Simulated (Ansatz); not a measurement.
# Pressure shifts of zone-centre phonons in Al2O3 (R-3c) from LDA linear response, from tension to compression

A common rule of thumb says that a zone-centre phonon of a stiff oxide rises linearly with pressure, so that one coefficient in cm⁻¹ per GPa describes it. Such coefficients turn a Raman line shift into a stress, for instance in alumina ceramics and coatings, and a wrong assumption of linearity becomes a wrong stress. The series puts the rule to the test on Al2O3 (R-3c), with harmonic LDA frequencies at volumes between strong tension and strong compression. Shifts are counted from the cell relaxed at zero pressure at the same level. The questions are how large the coefficients are, which of the tabled modes has the largest, and where the line bends. No measured frequencies are compared here.

## Method

One crystal, Al2O3 (R-3c, 10 atoms) (known phase). Its volume was then scaled in steps, which gives the pressures listed, with shape and atoms relaxed where symmetry leaves them free. The structures stem from measured cells of the Crystallography Open Database, directly or through a relaxation at another level; cell and atoms were relaxed at zero pressure at each row's own level, inside the symmetry of the start, with no thermal or zero-point expansion. Program: Ansatz 0.2.0, plane waves, LDA, the program's earlier default PAW potentials, scalar-relativistic without spin-orbit coupling, no spin polarisation. Wave-function cutoff 420 eV (the default for the potentials of each cell); on the k meshes (Γ-centred) the least product of divisions and cell-vector length runs from 29 to 32 Å. Occupations: fixed. Harmonic modes at natural masses come from linear response (density functional perturbation theory), with the acoustic sum rule imposed. Born charges and ε∞ come from the response to a homogeneous electric field, in some rows without a check of its k mesh; the charge sum rule is imposed.

Notes on method and selection:

- Harmonic values at the static lattice; measured values carry thermal expansion and anharmonic shifts at their temperature.
- Modes are followed from row to row by the overlap of their patterns.
- Semilocal functionals put Kohn-Sham gaps below measured gaps and, as a rule, ε∞ above measured values.
- Negative pressure is tension; other phases that would form under pressure are ignored.
- dω/dP = γω₀/B₀, with γ the mode Grüneisen parameter and B₀ = −V dP/dV the bulk modulus.
- Runs that did not converge, have known faults, used another set of PAW files or may not be shown are not listed.

Columns:

- pressure (GPa): hydrostatic pressure of the static lattice, compression positive.
- ε∞ across: ε∞ across that axis, mean.
- ε static: static dielectric constant along the main axis, ions relaxed.
- Kohn-Sham gap (eV): Kohn-Sham gap, lowest empty minus highest filled level on the k mesh.
- to Eg near 577 (cm⁻¹): zone-centre mode to Eg (577 cm⁻¹ at rest), no LO-TO term.
- A1g near 643 (cm⁻¹): zone-centre mode A1g (643 cm⁻¹ at rest), no LO-TO term.
- to A2g (cm⁻¹): zone-centre mode to A2g, no LO-TO term.
- to Eg near 751 (cm⁻¹): zone-centre mode to Eg (751 cm⁻¹ at rest), no LO-TO term.
- volume per atom (Å³): volume per atom of the relaxed cell.
- energy (meV/atom): static energy per atom above the relaxed cell.
- top LO mode (cm⁻¹): highest zone-centre mode with the macroscopic field.

Input lines of one member:

```
kpoints:
  mp_grid: { grid: [6, 6, 6] }
hamiltonian:
  xc: lda
  pseudopotentials: { kind: paw, azcp: { folder: soft_1 }, xc_functional: pbe }
scf:
  occupations: { method: fixed }
output:
  eigenvalues: true
phonons:
  method: dfpt
  dielectric: true
  rigid_motions: translations
```

Command (options for logging and memory left out): `ansatz run input.yaml --threads 8 --backend cpu`

## The series

| member | pressure (GPa) | ε∞ along the main axis | ε∞ across | ε static | Kohn-Sham gap (eV) | to Eg near 577 (cm⁻¹) | A1g near 643 (cm⁻¹) | to A2g (cm⁻¹) | to Eg near 751 (cm⁻¹) | volume per atom (Å³) | energy (meV/atom) | top LO mode (cm⁻¹) |
| --- | --- | --- | --- | --- | --- | --- | --- | --- | --- | --- | --- | --- |
| −13.35 GPa | −13.35 | 3.278 | 3.314 | 13.15 | 5.74 | 534.8 | 590.3 | 692.0 | 683.3 | 8.82 | 21.83 | 842.9 |
| −9.34 GPa | −9.34 | 3.253 | 3.290 | 12.43 | 5.96 | 548.2 | 606.6 | 710.6 | 704.5 | 8.65 | 10.02 | 861.1 |
| −4.90 GPa | −4.90 | 3.229 | 3.268 | 11.80 | 6.20 | 562.1 | 624.2 | 729.9 | 727.0 | 8.49 | 2.57 | 879.8 |
| −0.01 GPa | −0.01 | 3.206 | 3.246 | 11.23 | 6.44 | 576.5 | 643.0 | 750.0 | 750.7 | 8.32 | 0.00 | 899.3 |
| +2.63 GPa | 2.63 | 3.195 | 3.236 | 10.97 | 6.56 | 584.0 | 652.9 | 760.3 | 763.0 | 8.24 | 0.68 | 909.3 |
| +5.41 GPa | 5.41 | 3.184 | 3.226 | 10.73 | 6.69 | 591.6 | 663.1 | 770.8 | 775.7 | 8.15 | 2.75 | 919.6 |
| +11.39 GPa | 11.39 | 3.164 | 3.206 | 10.28 | 6.95 | 607.4 | 684.5 | 792.5 | 802.0 | 7.99 | 11.42 | 940.6 |
| +17.99 GPa | 17.99 | 3.144 | 3.188 | 9.87 | 7.21 | 623.9 | 707.2 | 815.0 | 829.6 | 7.82 | 26.61 | 962.6 |
| +25.30 GPa | 25.30 | ? | ? | ? | ? | ? | ? | ? | ? | ? | ? | ? |
| +33.39 GPa | 33.39 | 3.108 | 3.154 | 9.17 | 7.77 | 659.4 | 756.5 | 863.0 | 888.8 | 7.49 | 79.46 | 1009.3 |

Cells marked ? are withheld until the estimate has been made.

Least-squares fits to the members shown, with x = pressure (GPa); R² in the fitted variables, residuals in the unit of y:

| y | members | fit | R² | rms residual | leave-one-out rms | standard deviation of y |
| --- | --- | --- | --- | --- | --- | --- |
| to Eg near 751 (cm⁻¹) | 9 | y = 748.3 + 4.401 x | 1.00 | 3.9 | 6.7 | 64 |
| to A2g (cm⁻¹) | 9 | y = 747.4 + 3.654 x | 0.99 | 3.9 | 6.8 | 53 |

## The trend and its physics

Between −4.90 and +5.41 GPa the Eg mode near 751 cm⁻¹ rises by (775.7 − 727.0) / 10.31 = 4.72 cm⁻¹ per GPa, the most of the tabled modes. Over the same interval A2g gains (770.8 − 729.9) / 10.31 = 3.97, the top LO mode (919.6 − 879.8) / 10.31 = 3.86, A1g (663.1 − 624.2) / 10.31 = 3.77 and the Eg mode near 577 cm⁻¹ only (591.6 − 562.1) / 10.31 = 2.86 cm⁻¹ per GPa. Modes that are not tabled may shift more.

The upper Eg mode lies below A2g at −4.90 GPa and just above it at rest. The two differ in symmetry, so they can cross without repelling each other.

The line has no kink; it bends throughout. For the upper Eg mode the slope between neighbouring rows falls steadily, from (704.5 − 683.3) / (13.35 − 9.34) = 5.29 cm⁻¹ per GPa at the tension end to (888.8 − 829.6) / 15.40 = 3.84 between +17.99 and +33.39 GPa. The straight-line fit, with its 4.401 cm⁻¹ per GPa, is therefore an average that is too flat at rest and too steep at high pressure.

The volumes show where the bend comes from. With $\gamma = -\Delta\ln\omega/\Delta\ln V$, the upper Eg mode has

- in tension, ln(750.7 / 683.3) / ln(8.82 / 8.32) = 1.61;
- in compression, ln(888.8 / 750.7) / ln(8.32 / 7.49) = 1.61.

The frequency thus follows one power of the volume, while the crystal becomes harder to compress. From $B = -\Delta P/\Delta\ln V$ the bulk modulus is about (13.35 − 9.34) / ln(8.82 / 8.65) = 206 GPa between the first two rows and about 15.40 / ln(7.82 / 7.49) = 357 GPa between +17.99 and +33.39 GPa. In dω/dP = γω/B this growth outweighs the rise of ω itself. Each further GPa shortens the Al–O bonds less, and so stiffens them less.

The input combines LDA with PAW data made for PBE. This may offset the absolute frequencies, but it is the same in every row.

## Prediction

Plain estimates from the members shown:

- +25.30 GPa, fit at x = 25.30: 859.6 cm⁻¹
- +25.30 GPa, straight-line interpolation between +17.99 GPa and +33.39 GPa: w = (25.30 − 17.99) / (33.39 − 17.99) = 0.475, so 829.6 + 0.475 × (888.8 − 829.6) = 857.7 cm⁻¹

The linear fit gives 859.6 cm⁻¹ at +25.30 GPa, but its residuals follow the curvature: it lies 2.1 cm⁻¹ too low at +17.99 GPa and 6.4 too high at +33.39 GPa. Interpolation between these two rows, 857.7 cm⁻¹, is the better start. Since the slope falls with pressure, the curve runs above this chord, and the estimate needs a small upward correction.

The row at +11.39 GPa supplies its size. The slope is 4.182 cm⁻¹ per GPa from +11.39 to +17.99 GPa and 3.844 from there to +33.39 GPa, so the quadratic coefficient is (3.844 − 4.182) / (33.39 − 11.39) = −0.0154 cm⁻¹ per GPa². The correction is −0.0154 × (25.30 − 17.99) × (25.30 − 33.39) = +0.9 cm⁻¹, which gives 857.7 + 0.9 = 858.6 cm⁻¹.

The same construction can be tried on +17.99 GPa, using the rows at +5.41, +11.39 and +33.39 GPa. The quadratic coefficient is then (3.945 − 4.398) / (33.39 − 5.41) = −0.0162 cm⁻¹ per GPa². The chord gives 802.0 + 0.300 × (888.8 − 802.0) = 828.04 and the correction −0.0162 × 6.60 × (−15.40) = 1.65, together 828.04 + 1.65 = 829.7 cm⁻¹ against the calculated 829.6. For +11.39 GPa, from +2.63, +5.41 and +17.99 GPa, the miss is also within 0.1 cm⁻¹. With only two trials, the standard deviation is set at twice that miss, 0.2 cm⁻¹. It covers the interpolation within this LDA series, not the distance to a measured frequency.

**Committed estimate, +25.30 GPa: to Eg near 751 = 858.6 ± 0.2 cm⁻¹.**

## How the estimate fared

| member | pressure (GPa) | ε∞ along the main axis | ε∞ across | ε static | Kohn-Sham gap (eV) | to Eg near 577 (cm⁻¹) | A1g near 643 (cm⁻¹) | to A2g (cm⁻¹) | to Eg near 751 (cm⁻¹) | volume per atom (Å³) | energy (meV/atom) | top LO mode (cm⁻¹) |
| --- | --- | --- | --- | --- | --- | --- | --- | --- | --- | --- | --- | --- |
| +25.30 GPa | 25.30 | 3.126 | 3.171 | 9.50 | 7.49 | 641.2 | 731.2 | 838.5 | 858.5 | 7.65 | 49.06 | 985.4 |

| member | estimate | to Eg near 751 (cm⁻¹) | computed | estimate − computed | miss in error bars |
| --- | --- | --- | --- | --- | --- |
| +25.30 GPa | committed | 858.6 | 858.5 | +0.1 | 0.5 |
| +25.30 GPa | fit | 859.6 | 858.5 | +1.1 |  |
| +25.30 GPa | interpolation | 857.7 | 858.5 | −0.8 |  |

The estimate of 858.6 ± 0.2 cm⁻¹ lies 0.1 above the calculated 858.5 cm⁻¹, inside its error bar. It is closer than interpolation, which is 0.8 too low, and the linear fit, which is 1.1 too high.

The argument from curvature held in sign and size: the chord needed a correction of 858.5 − 857.7 = +0.8 cm⁻¹, and +0.9 had been applied. The new row also splits the last interval into two slopes, (858.5 − 829.6) / 7.31 = 3.95 and (888.8 − 858.5) / 8.09 = 3.75 cm⁻¹ per GPa, so the flattening continues.

The volume explanation passes as well. From rest to +25.30 GPa the Grüneisen parameter is ln(858.5 / 750.7) / ln(8.32 / 7.65) = 1.60, against 1.61 before, a difference within the rounding of the volumes. The bend therefore comes mainly from the growing resistance to compression, with little change in how the mode responds to volume.

## Where the trend breaks

Least-squares fits to the whole series, with x = pressure (GPa); R² in the fitted variables, residuals in the unit of y:

| y | members | fit | R² | rms residual | leave-one-out rms | standard deviation of y |
| --- | --- | --- | --- | --- | --- | --- |
| to Eg near 751 (cm⁻¹) | 10 | y = 748.2 + 4.391 x | 1.00 | 3.7 | 5.2 | 67 |
| to A2g (cm⁻¹) | 10 | y = 747.3 + 3.643 x | 0.99 | 3.7 | 5.3 | 55 |

Largest departures from the fit to the whole series:

| member | to Eg near 751 (cm⁻¹) | fit | computed − fit | in rms residuals |
| --- | --- | --- | --- | --- |
| −13.35 GPa | 683.3 | 689.6 | −6.3 | 1.7 |
| +33.39 GPa | 888.8 | 894.8 | −6.0 | 1.6 |
| +11.39 GPa | 802.0 | 798.2 | +3.8 | 1.0 |
| +5.41 GPa | 775.7 | 772.0 | +3.7 | 1.0 |

The largest departures from the straight line are −6.3 cm⁻¹ at −13.35 GPa and −6.0 at +33.39 GPa, followed by +3.8 at +11.39 and +3.7 at +5.41 GPa. Negative at both ends and positive between them, they are the pattern that a straight line leaves on a curve bending downwards, and they point to no fault in a single run.

Plotted against volume, the departures nearly vanish. The relation $\omega = 750.7\,(8.32/V)^{1.61}$, with $\omega$ in cm⁻¹ and $V$ in Å³ per atom, gives 750.7 × (8.32 / 8.82)^1.61 = 683.4 cm⁻¹ at −13.35 GPa and 750.7 × (8.32 / 7.49)^1.61 = 889.1 at +33.39 GPa, against the calculated 683.3 and 888.8. These two rows fixed the exponent, so the other rows are the real test: the largest miss among them is at +25.30 GPa, where 750.7 × (8.32 / 7.65)^1.61 = 859.3 cm⁻¹ lies 859.3 − 858.5 = 0.8 cm⁻¹ too high. Rounding of the printed volumes alone can cause misses of this size.

## Summary

Near rest the upper Eg mode shifts by 4.72 cm⁻¹ per GPa, the most among the tabled modes, and the lower Eg mode by 2.86, the least. The coefficients hold only locally, because the bend is spread over the whole range from −13.35 to +33.39 GPa. In compression, where this was tried, a pressure between the rows can be interpolated with a curvature term to a few tenths of a cm⁻¹.

For a pressure gauge the bend matters little near rest and much at high pressure. With the coefficient at rest, the shift at +5.41 GPa reads as (775.7 − 750.7) / 4.72 = 5.30 GPa and that at −4.90 GPa as (727.0 − 750.7) / 4.72 = −5.02 GPa, each about 0.1 GPa off. At +33.39 GPa it reads as (888.8 − 750.7) / 4.72 = 29.3 GPa, about 4 GPa too low.

These coefficients hold for hydrostatic pressure only. I named coatings as a use at the start, but the stress in a coating is mostly biaxial. A mode then responds differently to strain along and across the main axis, and an Eg pair can split. The series has no such strained cells, so it gives no coefficient for a coating.

Nor does every tabled mode suit a Raman gauge. The A1g and Eg modes are Raman-active, but A2g is silent, seen neither in Raman nor in infrared spectra. The "to" in some column names does not mean that these modes have a longitudinal partner: all modes marked g are nonpolar and show no LO-TO splitting.

No omitted effect is likely to rival the spread of the upper Eg mode over the series, a standard deviation of 67 cm⁻¹. Heating to room temperature lowers such modes by roughly a few cm⁻¹, and the functional may shift them by roughly 20 cm⁻¹. Both exceed the interpolation error. Much of such an offset cancels when shifts are counted from rest, but a functional that changes the bulk modulus also changes the coefficients themselves. The PAW data made for PBE can do the same: they are identical in every row, but their effect need not be.

The series varies neither these data nor the cutoff nor the divisions of the k mesh, so it cannot say how far the coefficients depend on them. For ε∞ my note under Method is too mild: the k mesh of the field response is unchecked in all rows, not just in some. This bears on both dielectric constants and on the top LO mode with its coefficient of 3.86 cm⁻¹ per GPa. The nonpolar modes do not depend on ε∞.

[Logs are printed without paths, hosts, clocks, repeated set-up lines and the standing remarks that a program may print on its own settings, such as how far it seeks lower states.]
